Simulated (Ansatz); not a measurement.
## A series in volume per atom on TaN

Periodic Kohn-Sham DFT of a crystal at fixed atoms; pressure and stress are positive in compression; the energy is the free energy less that of spherical unpolarised free atoms; site moments are those in the method's own spheres, positive along +z. The results are calculated, by Ansatz 0.2.0.

Cell of the first row (space group P-6m2, No. 187):
```
cell vectors (Å)
   2.8780     0.0000     0.0000
  -1.4390     2.4924     0.0000
   0.0000     0.0000     2.8241
atoms (fractions of the cell vectors)
Ta  0.33333  0.66667  0.50000
N   0.00000  0.00000  0.00000
```

Settings of every row: method all-electron LAPW; functional PBEsol; relativity scalar; k mesh 12x12x10; filling fermi-dirac; smearing width 0.02 eV; basis error target 0.5 meV/atom; nucleus gaussian.

Atom start moment: 0 on all atoms.

Limits: no spin-orbit coupling on heavy atoms.

| row | volume per atom (Å³) | energy less free atoms (eV/atom) | pressure (GPa) |
| --- | --- | --- | --- |
| 1 | 10.129 | -10.8446 | 19.233 |
| 2 | 10.135 | -10.8452 | 18.999 |
| 3 | 10.345 | ? | ? |
| 4 | 10.453 | -10.87 | 6.259 |
| 5 | 10.56 | -10.8729 | 2.379 |
| 6 | 10.776 | -10.8711 | -4.784 |
| 7 | 10.884 | -10.8668 | -8.087 |
| 8 | 10.991 | -10.8603 | -11.217 |
| 9 | 11.099 | -10.8518 | -14.182 |
| 10 | 11.207 | -10.8413 | -16.992 |
| 11 | 11.422 | -10.8149 | -22.175 |

Question: what energy less free atoms and pressure should row 3 give?

Worked fit of energy less free atoms. Take u = (V_r/V)^(2/3) − 1 with V_r = 10.83 Å³ an atom, which is twice the finite (Eulerian) strain; such expansions in the strain, on which the Birch-Murnaghan equation of state is built, carry the rest volume and the bulk modulus. The shown rows have u = 0.04562, 0.04521, 0.0239, 0.01697, 0.00334, -0.00331, -0.00979, -0.01622, -0.02255, -0.03486. Least squares give energy less free atoms = −10.86925 − 0.6562 × u + 26.045 × u² + 4.6 × u³ eV/atom; a parabola predicts inner rows, each left out in turn, worse (root mean square 0.0001 against 5.9e-05 eV/atom). The rows lie off it by -0.0001, 0.0001, 0.0000, 0.0000, 0.0001, 0.0000, 0.0000, 0.0000, 0.0000, 0.0000. Its lowest point lies at u = 0.0126, or V = 10.63 Å³ an atom, and the curvature there gives the bulk modulus at fixed shape and fractions, B = (4/9)(1 + u)² E″(u)/V = 360 GPa. Letting shape and atoms relax would as a rule lower it, by much in layered, chain or molecular crystals. The withheld row has u = 0.03102, so the fit gives −10.86925 − 0.6562 × (0.03102) + 26.045 × (0.03102)² + 4.6 × (0.03102)³ = -10.8644 eV/atom.

The calculation gave -10.8644 eV/atom. The fit meets it to the printed digit.

Worked fit of pressure. Take u = (V_r/V)^(2/3) − 1 with V_r = 10.83 Å³ an atom, which is twice the finite (Eulerian) strain; such expansions in the strain, on which the Birch-Murnaghan equation of state is built, carry the rest volume and the bulk modulus. The shown rows have u = 0.04562, 0.04521, 0.0239, 0.01697, 0.00334, -0.00331, -0.00979, -0.01622, -0.02255, -0.03486. Least squares give pressure = −6.4675 + 499.157 × u + 1409.67 × u² GPa; a straight line predicts inner rows, each left out in turn, worse (root mean square 0.88 against 0.022 GPa). The rows lie off it by -0.005, 0.018, -0.009, -0.030, 0.001, 0.017, 0.002, 0.011, 0.015, -0.020 (root mean square 0.015 GPa). The pressure vanishes at u = 0.0125, or V = 10.63 Å³ an atom, and there the bulk modulus at fixed shape and fractions is B = −V dP/dV = (2/3)(1 + u) dP/du = 361 GPa. Letting shape and atoms relax would as a rule lower it, by much in layered, chain or molecular crystals. The withheld row has u = 0.03102, so the fit gives −6.4675 + 499.157 × (0.03102) + 1409.67 × (0.03102)² = 10.373 GPa.

The calculation gave 10.354 GPa. The fit lies 0.019 GPa (0.046 % of the column's range) above it; its largest miss of a shown row is 0.030 GPa.
